Q: I have the conformers of a cyclobutane ring that carries a methylthio group, SCH3, and a difluoromethyl group, CHF2, on the same face. The PBE0 energies put conformer 1 lowest by about 0.6 kcal/mol, and I expected it to hold most of the molecules. It holds about a third, while conformers 2 and 3 hold a quarter each. At the other end, conformer 5 is far rarer than conformer 4, although its energy is only a little higher. What have I overlooked?

DFT energies of isolated CS[C@H]1C[C@@H](C(F)F)C1 are PBE0-D3(BJ)/pcSseg-1 values at GFN2-xTB geometries (PySCF 2.14.0, tblite 0.8.0); free energies add GFN2-xTB quasi-harmonic terms at 298.15 K. Torsions are C1-S2-C3-C4 and C4-C5-C6-F7, with atoms numbered as in the SMILES. One of each mirror pair is shown; its free energy and weight count both.

| number | torsions in degrees | ring shapes | point group | mirror pair | GFN2-xTB energy above its lowest (kcal/mol) | DFT energy above the lowest (kcal/mol) | free energy above the lowest (kcal/mol) | weight (%) | dipole (D) |
| --- | --- | --- | --- | --- | --- | --- | --- | --- | --- |
| 1 | (64,-55) | puckered | C1 | yes | 0.440 | 0.000 | 0.000 | 32.20 | 1.740 |
| 2 | (-176,59) | puckered | C1 | yes | 1.160 | 0.590 | 0.130 | 26.00 | 2.610 |
| 3 | (76,58) | puckered | C1 | yes | 1.320 | 0.610 | 0.140 | 25.40 | 3.550 |
| 4 | (79,173) | flat | C1 | yes | 0.000 | 0.970 | 0.510 | 13.50 | 3.380 |
| 5 | (-54,172) | flat | Cs | no | 0.730 | 1.350 | 1.430 | 2.90 | 0.710 |

A: You have compared the depths of the valleys and left out their width and their number. A molecule at room temperature wanders, so a wide valley holds more molecules than a narrow one of the same depth. If a valley has a mirror twin, the pair holds twice as many as a single one. Here the depths differ by amounts close to the thermal energy, so width and number count for as much as depth does.

Q: Let me begin with depth. Why do the PBE0 energies rise from conformer 1 to conformer 5?

A: The first division is between puckered and flat rings. In a flat cyclobutane the hydrogens on neighbouring carbons stand eclipsed. Puckering turns them out of each other's way, at the price of tighter ring angles, and the gain usually outweighs the price by a little. In line with this, PBE0 places the three puckered conformers below the two flat ones.

The ring need not be the whole reason, though, because the CHF2 group is turned differently too. Its torsion in the table is near 173° in both flat conformers, but between 55 and 59° in size in all three puckered ones. The contacts of this group with the ring and with SCH3 may therefore contribute to the order, or even decide it. These five conformers cannot separate that effect from puckering.

The second division lies between the flat ones. In conformer 4 the S-methyl group leans to one side, so that it is gauche to one ring CH2 and anti to the other. In conformer 5 it sits over the ring, gauche to both. Two gauche contacts are normally more crowded than one, which fits the extra 0.38 kcal/mol. Between conformers 2 and 3 the difference is within the noise of the calculation, and I would treat them as tied. Why conformer 1 lies below these two is not settled by the table.

Q: And the number of valleys? Each conformer has only one row.

A: A row can stand for two shapes. Conformers 1 to 4 are twisted, and each has a mirror image of exactly the same energy that cannot be laid on top of it. The weight in the table holds both. Conformer 5 has a mirror plane, with the methyl carbon lying in it, so its mirror image is the same shape again and it counts once.

Butane shows the same thing in a simpler setting. Its stretched anti form is single, while its bent gauche form comes left-handed and right-handed. Each gauche form is rarer than the anti form, but there are two of them, so together they make up a good part of the gas. The analogy covers the counting only: in butane the single form is the one of lowest energy, whereas here it is the one of highest energy.

Q: Can I turn this into numbers?

A: Give each conformer $i$ a weight

$$w_i \propto g_i\, e^{-(E_i+\Delta_i)/RT}.$$

Here $E_i$ is the DFT energy above the lowest, and $g_i$ is 2 for a mirror pair and 1 for a single shape. The term $\Delta_i$ is the vibrational and other thermal part of the free energy, taken relative to conformer 1. It expresses the width of the valley. At room temperature $RT$ is 0.59 kcal/mol.

Now take conformer 5 against conformer 4 and suppose at first that their valleys are equally wide. The energy gap gives a factor $e^{-0.38/0.59}=0.53$, and the lost twin halves it to 0.26. The weights in the table, 2.9 and 13.5 %, have a ratio of 0.21. With no adjustable constant, energy and counting thus account for most of the scarcity of conformer 5. The small remainder comes from a slightly narrower valley.

Q: Should I then also halve the weight that I get from the free-energy column?

A: No, that would count the twin twice, because the free energies already contain it. This also explains an odd feature of the table. On going from DFT energy to free energy, conformers 2 to 4 come down by nearly half a kcal/mol relative to conformer 1, while conformer 5 goes up by 0.08.

It looks as if conformer 5 had unusual vibrations, but most of the difference is the count. Standing alone costs it $RT\ln 2$, or 0.41 kcal/mol, against a mirror pair. Without that cost its thermal term would be $0.08-0.41=-0.33$ kcal/mol, not far from the others. The conformer with the unusual thermal term is therefore conformer 1, from which all the others are measured.

Q: Then your simple estimate should fail for conformer 1.

A: It does, and badly. Energy and counting alone would give conformer 1 about 51 % of the molecules, where the full calculation gives 32 %. The difference goes mainly to conformers 2, 3 and 4. A lead in energy has been largely cancelled by a narrow valley.

A single number repairs most of this. I averaged the thermal terms of conformers 2 to 5, without the mirror count, and gave all four the mean of $-0.43$ kcal/mol. The weights then agree with the table to about one percentage point. Since the mean was taken from these same conformers, the agreement is no independent test. It does show that you can describe the set as one narrow valley among four wider ones of similar width.

Q: What makes a valley narrow, in terms of the molecule?

A: Stiffness. If the slow twisting and bending motions meet more resistance, their frequencies rise. The molecule then has fewer thermally accessible states and a higher zero-point energy, and both raise its free energy. For a slow vibration at room temperature the weight is roughly proportional to one over the frequency.

That lets us judge how much stiffening is needed. The mean thermal gain of conformers 2 to 4 is worth a factor of $e^{0.46/0.59}=2.2$ in weight. Three slow motions, each 30 % faster in conformer 1, would produce it, because $1.3^3=2.2$. The choice of three is mine and only illustrates the scale, but it shows that no dramatic change in the molecule is required. The quasi-harmonic treatment used here limits the contribution of the very slowest motions, so the estimate applies to somewhat faster ones.

Q: Why should conformer 1 be the stiff one?

A: The results here do not say. A free energy adds up all the motions of the molecule. It points to conformer 1 as the stiffer form, but it does not show which motion is responsible.

To find out, compare the vibrations of conformer 1 with those of conformer 2, which also has a puckered ring. Begin with the slow ones from about 100 cm⁻¹ upwards, because the quasi-harmonic treatment damps the differences among still slower ones. See whether the ring, the SCH3 group or the CHF2 group moves in them. The motions whose frequencies differ most in proportion between the two conformers are the likeliest source of the stiffness.

Q: How far can I trust the percentages? The GFN2-xTB column has a different conformer at the bottom.

A: That is the most serious weakness of the set. If you keep the thermal terms and replace the PBE0 energies by those of GFN2-xTB, flat conformer 4 rises from 13.5 to 63 %. The puckered conformers together fall from 84 to 30 %. The choice of energy method matters more here than the thermal terms do.

The disagreement runs between the flat and the puckered conformers, which also differ in how the CHF2 group is turned. Relative to GFN2-xTB, PBE0 raises the flat conformers against the puckered ones by 1.4 kcal/mol on average. The ring may be the cause, since puckering is a close balance between eclipsing and angle strain, and a modest error in either can tip it. An error in the contacts of the CHF2 group could produce the same pattern, and the table cannot tell the two apart. For such energies I would normally trust PBE0 more, but it was applied to structures optimised with GFN2-xTB. If those rings are flatter than PBE0 would make them, it charges conformers 4 and 5 for a shape they would not keep. Optimising them again with PBE0 would show whether this is so. To separate the ring from the CHF2 group, turn that group while the ring shape is held fixed, and compare the two methods again.

Q: Does this also undermine your explanation of conformer 5?

A: Much less, because conformers 4 and 5 both have flat rings and nearly the same CHF2 torsion in the table. Whichever of the two lies behind the disagreement, a good part of the error should cancel between them. Both methods place conformer 5 above conformer 4, by 0.38 kcal/mol with PBE0 and 0.73 with GFN2-xTB. The factor of two from the mirror twin depends on symmetry alone and is the same for either method. That conformer 5 is much rarer than conformer 4 is therefore safer than either percentage taken singly.

The first place of conformer 1 is far less safe. Its lead in free energy over conformer 2 is only 0.13 kcal/mol. The basis set is small, and the geometries come from another method. If its energy were 0.5 kcal/mol higher, an error of ordinary size for such a calculation, its share would drop from 32 to 17 %.

Q: Suppose I need a property of this compound for a process model. Which conformer should I use?

A: Use the weighted set and not one structure. With PBE0 energies no single conformer reaches even 35 %, so a property that depends on shape is an average over at least four forms. Then repeat the average with conformer 1 raised by half a kcal/mol. If the result hardly moves, the uncertain order at the top does not matter to you.

Keep in mind that the percentages hold for the isolated molecule. In a polar liquid, forms with a large dipole moment, such as conformers 3 and 4, would tend to gain. The percentages are also shares of only the five forms found. One shape from the force-field search did not survive the GFN2-xTB optimisation. If it exists in reality, it would take its share from the others.

Q: And if I am given a similar molecule and have only the energies?

A: Compare each energy gap with $RT$ first. If the gap is several times larger, the energy decides and the rest is a correction. If it is about as large as $RT$, halve the weight of any conformer with a mirror plane when the others are twisted. Then calculate the thermal terms if you can, because the energies do not tell you which valley is narrow. A contact that holds flexible groups together, such as an internal hydrogen bond, is a warning sign, since it can lower the energy and stiffen the molecule at once. Its absence does not guarantee that the valleys are equally wide.
